## Chain shape and chemical shift in a cyano boronic acid

The kind of bonding around a carbon atom can move its NMR signal by 100 ppm. A rotation about a single bond in the chain typically moves it by a few ppm at most. The first effect tells a nitrile carbon from a chain carbon, and the second tells one shape of the same molecule from another. Here both are used to estimate two signals of a small flexible molecule before their computed values are shown.

The molecule is a chain with a nitrile group at one end and a boronic acid group at the other: N1≡C2–C3–C4–C5–B6(OH)₂. How far from their references do the nitrile nitrogen and the middle carbon C4 lie, and how much does each depend on the shape of the chain?

GIAO shifts of (3-cyanopropyl)boronic acid, C4H8BNO2, without solvent, from PBE0/pcSseg-1 shieldings at GFN2-xTB geometries (PySCF 2.14.0 and tblite 0.8.0). The averaged shift covers all seven conformers kept, with Boltzmann weights at 298.15 K from PBE0-D3(BJ)/pcSseg-1 energies and GFN2-xTB free-energy terms.

```csv
atom,nucleus,count,reference,shift in conformer 1 (ppm),shift in conformer 2 (ppm),shift in conformer 3 (ppm),shift in conformer 4 (ppm),averaged shift (ppm)
1,15N,1,NH3,?,?,?,?,?
2,13C,1,TMS,124.50,124.90,125.10,124.60,124.70
3,13C,1,TMS,20.70,17.80,17.50,20.50,19.80
4,13C,1,TMS,?,?,?,?,?
5,13C,1,TMS,17.20,16.40,13.80,16.70,16.90
6,11B,1,BF3.OEt2,28.90,29.00,28.70,28.70,28.90
3,1H,2,TMS,2.21,2.49,2.72,2.21,2.30
4,1H,2,TMS,1.72,1.85,1.68,1.64,1.76
5,1H,2,TMS,0.86,0.76,1.30,1.07,0.84
7,1H,2,TMS,4.15,4.14,3.43,3.42,4.13
```

The shift is the shielding of the nucleus in the reference compound less its shielding here, so a larger shift means a less shielded nucleus. Hydrogen signals carry the number of the atom that holds them, and "count" is the number of nuclei averaged into one signal. The shieldings come from density-functional theory with a small basis set, for single molecules without solvent.

### Reading the shapes

Two torsions set the shape of the chain. The first runs along C2–C3–C4–C5 and the second along C3–C4–C5–B6. Each is either anti, with its end atoms far apart, or gauche, with its end atoms turned towards each other at about 60°. Conformers 1 and 4 are gauche in the first torsion and anti in the second, conformer 2 is the reverse, and conformer 3 is gauche in both.

Butane is the simplest model. When its one torsion turns from anti to gauche, the end carbons come closer and become more shielded by a few ppm. This is the gamma-gauche effect, named after atoms three bonds apart. Butane lends only the sign and the rough size, because its ends are two equal methyl groups and it has a single torsion.

C3 follows this pattern. It is an end atom of the second torsion, and its shift falls by 3.0 ppm from conformer 4 to conformer 3, where that torsion turns gauche. Between conformers 1 and 2 the fall is 2.9 ppm. The usual explanation is that crowding distorts the electron cloud around the carbon and that the changed alignment of neighbouring bonds alters its magnetic response; the shifts show the sum of these influences.

C5 looks less obedient, since it changes by only 0.8 ppm between conformers 1 and 2. Yet between these two shapes one torsion opens while the other closes. Conformer 3 separates the two steps: closing the first torsion, of which C5 is an end atom, lowers its shift by 2.6 ppm (2 to 3). Closing the second lowers it by 2.9 ppm (4 to 3), although C5 lies inside that torsion, so the gamma-gauche effect does not cover the whole response. A small difference between two conformers can therefore hide two larger effects of opposite sign.

The OH groups need a control, because conformers 3 and 4 also have one OH turned compared with conformers 1 and 2. Conformers 1 and 4 share a chain shape and differ mainly in that OH. The merged OH proton signal drops from 4.15 to 3.42 ppm, but C3 and C5 move by no more than 0.5 ppm. The changes of about 3 ppm in these carbons thus belong mainly to the chain.

### From group contributions to a forecast

The level of a signal needs another argument. The estimate starts from rough, recalled solution shifts of butyronitrile, the same chain without boron, and adds a small contribution for the boronic acid group. The sum is then multiplied by one factor, because unscaled shifts of this kind often come out too large. A least-squares fit through zero to the averaged shifts of C2, C3 and C5 gives a factor of 1.04.

That factor rests almost entirely on the nitrile carbon, whose shift is by far the largest of the three. The model is therefore weakly tested for chain carbons. Although both were part of the fit, the model lies 2.3 ppm below the computed value for C5 and about 1 ppm above it for C3.

C4, which was not in the fit, shows the steps in full. The chain contributes about 19 ppm and the boronic acid group about 2 ppm, which makes 21 ppm. Multiplication by 1.04 gives 21.8 ppm. The forecast is about 22 ppm, with a judged error bar of ±3 ppm.

Its dependence on shape should be modest. C4 sits inside both torsions and is an end atom of neither, so it has no carbon or boron partner three bonds away. That alone does not guarantee a small change, since C5 responds to a torsion it lies inside. But conformers 1 and 2 each have one gauche bond at C4, so such effects should partly cancel between them, and their C4 shifts should agree within 2 ppm. Conformers 1 and 4 share a chain shape and should agree within 1 ppm.

For nitrogen, the starting point is a rough, recalled shift of 240 ppm for an alkyl nitrile against liquid ammonia. The reference here is a single ammonia molecule, which is more shielded by roughly 20 ppm, so the estimate rises to 260 ppm. The carbon factor then brings it to about 270 ppm. Its use for nitrogen is an assumption, and the judged error bar is ±20 ppm.

The nitrogen ends a linear group, so it is not the end atom of any torsion that turning the chain could close. The carbon next to it varies by only 0.6 ppm over the four conformers. Nitrogen usually responds more strongly than carbon, and the forecast allows a spread of 5 ppm.

### The computed values

The withheld rows as computed:

```csv
atom,nucleus,count,reference,shift in conformer 1 (ppm),shift in conformer 2 (ppm),shift in conformer 3 (ppm),shift in conformer 4 (ppm),averaged shift (ppm)
1,15N,1,NH3,299.10,295.60,297.70,298.70,298.00
4,13C,1,TMS,25.30,26.60,24.70,25.50,25.70
```

Both forecasts of the level fail, and both are too low. Nitrogen comes out at 298 ppm, about 28 ppm above the forecast and outside its error bar. C4 comes out at 25.7 ppm, about 4 ppm above the forecast and also outside its bar. The three forecasts about shape hold.

### Why the nitrogen level was missed

A magnetic field mixes filled orbitals with empty ones, and this mixing usually reduces the shielding. It is strong when the energy gap between them is small. In a nitrile the empty π* orbitals lie low enough to make the effect large at both atoms of the triple bond. Nitrogen also carries a lone pair, which the field can mix with those π* orbitals.

This is a good reason to distrust a factor taken from carbon. To turn 260 ppm into the computed value, the factor would have to be 298/260, or about 1.15, instead of 1.04. The two nuclei also have different references, so a common percentage error in their shifts has no firm basis.

Part of the gap has a likely origin. The starting value describes a nitrile in a liquid, where polar neighbours, and hydrogen bonds if the liquid can form them, stabilise the lone pair and increase the shielding. An isolated nitrile should therefore have a larger shift, by very roughly 10 ppm. The rest may come from the rough starting value, the functional, the small basis set or the approximate geometry, and one nitrogen signal cannot tell these apart.

### Why C4 was missed

For C4 the scaling could do little. A factor of 1.04 adds less than 1 ppm to a shift of 21 ppm, so it can hardly correct an error in the starting sum. A correction that suits a signal near 120 ppm is almost idle near 20 ppm. The forecast for C4 was in effect the recalled sum itself.

That sum may be too low, or the calculation may place this carbon too high; the comparison does not decide between them. The error bar was too narrow in either case. The earlier miss for C5, in the same direction and more than half as large, was a fair warning.

The ratio of the two main conformers is not to blame for this miss. Conformers 1 and 2 make up about 68 % and 29 % of the population, a ratio that reflects a free-energy difference of only about half a kcal/mol. With equal weights for the two, the C4 average would rise to about 26 ppm, slightly further from the forecast.

### Why the forecasts about shape held

When two conformers are compared, the reference drops out exactly. Errors that the functional and basis set make equally in both shapes drop out as well. A forecast of a difference also needs no recalled starting value, so it avoids several likely causes of the misses in level. The limits set here were fairly wide as well.

C4 differs by 1.3 ppm between conformers 1 and 2, and the balance behind this number can be seen. Closing the second torsion lowers C4 by 0.8 ppm (4 to 3). Closing the first lowers it by 1.9 ppm (2 to 3), with the turned OH included. Each of the two main conformers has one of these closures, so the two effects partly cancel between them.

Conformers 1 and 4 differ by only 0.2 ppm at C4, as their common chain shape suggests. The nitrogen spread is 3.5 ppm, inside the forecast of 5 ppm but several times that of the neighbouring carbon. The lone pair is a plausible reason for this greater response, though the comparison does not test it.

### Using the pattern

To judge a carbon in such a chain, first find the torsions in which it is an end atom. Turning such a torsion from anti to gauche lowers the shift by 3.0 ppm for C3 and by 2.6 ppm for C5, the latter with one OH turned as well. The nitrile carbon C2 is an exception: it is an end atom of the first torsion, but its shift rises by 0.2 ppm when that torsion closes (2 to 3), again with one OH turned. Then look at the torsions in which the carbon is an inner atom. Their effect is less regular: from 0.3 ppm for C3 to 2.9 ppm for C5, with C4 in between. It can thus be as large as the effect on an end atom and should not be left out.

At room temperature the shapes interchange quickly, so a measured spectrum shows one averaged signal for each carbon. The populations matter most for carbons whose shifts differ most between the main shapes. Equal weights for conformers 1 and 2 would move the C3 average from 19.8 to about 19.3 ppm. The conformer search may also have missed shapes, so the averages are provisional. An absolute shift is safer with a calibration made for the same nucleus and the same kind of bonding; here one factor, set almost entirely by a nitrile carbon, rescued neither forecast.
